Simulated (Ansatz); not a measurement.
Ligand exchange: CHBrClF + C3H10Si → C2H4ClF + C2H7BrSi

Species: CHBrClF (bromochlorofluoromethane) `FC(Cl)Br`, singlet; C3H10Si `CC[SiH2]C`, singlet; C2H4ClF (1-chloro-1-fluoroethane) `CC(F)Cl`, singlet; C2H7BrSi `CC[SiH2]Br`, singlet. The partners trade Br for CH3: C–Br and Si–CH3 bonds give way to C–CH3 and Si–Br.

Shapes, held fixed at every level: PBE0-D4/def2-TZVP. Flexible molecules stand in one conformer, not always the lowest. Programs: Ansatz 0.2.0. The zero-point and thermal change to 298 K, harmonic and unscaled (PBE0-D4/def2-TZVP), is +6.3 kJ/mol.

```tsv
level	kind	ΔH(298 K) (kJ/mol)	less CCSD(T)/def2-TZVPP	CPU time (sum over the molecules)
HF/def2-SVP	Hartree–Fock	-173.9	-32.8	–
HF/def2-TZVPP	Hartree–Fock	-166.7	-25.6	–
SPW92/def2-TZVPP	LDA	-131.7	+9.4	13 s
B3LYP-D4/def2-TZVPP	global hybrid	-136.9	+4.2	42 s
r2SCAN0-D4/def2-TZVPP	global hybrid	-146.9	-5.8	41 s
wB97M-V/def2-TZVPP	range-separated hybrid	-141.8	-0.7	93 s
CCSD(T)/def2-TZVPP	coupled cluster or CI	-141.1	0.0	15 min
```

The highest level, CCSD(T)/def2-TZVPP, gives ΔH(298 K) = -141.1 kJ/mol; the levels span -173.9 to -131.7. The column of differences is taken from that level and isn't an error. No measured value is set beside it here. Relativity is left out for Br. Outer-core shells of Br are correlated, in sets that cover them unevenly. Times are processor times on shared x86 and Arm servers, and rough.

The exchange is strongly exothermic at every level, with CCSD(T) giving -141.1 kJ/mol. The main driving force is the move of bromine from carbon to the more electropositive silicon: the Si–Br bond is considerably stronger than C–Br, owing to its larger ionic character. Moving methyl the other way helps too, since C–C bonds are generally somewhat stronger than Si–C bonds. Some of this gain is probably offset by the loss of stabilising interactions between bromine and the other halogens on the same carbon.

Hartree–Fock exaggerates the exothermicity, by 25.6 kJ/mol in the larger basis, so electron correlation favours the reactants. This suggests that correlation among the electron-rich halogens crowded around one carbon matters more than that gained in the new bonds. LDA errs in the opposite direction relative to CCSD(T), while the hybrids lie closer on either side, wB97M-V almost coinciding with it. The favourable enthalpy says nothing about the barrier to exchange.
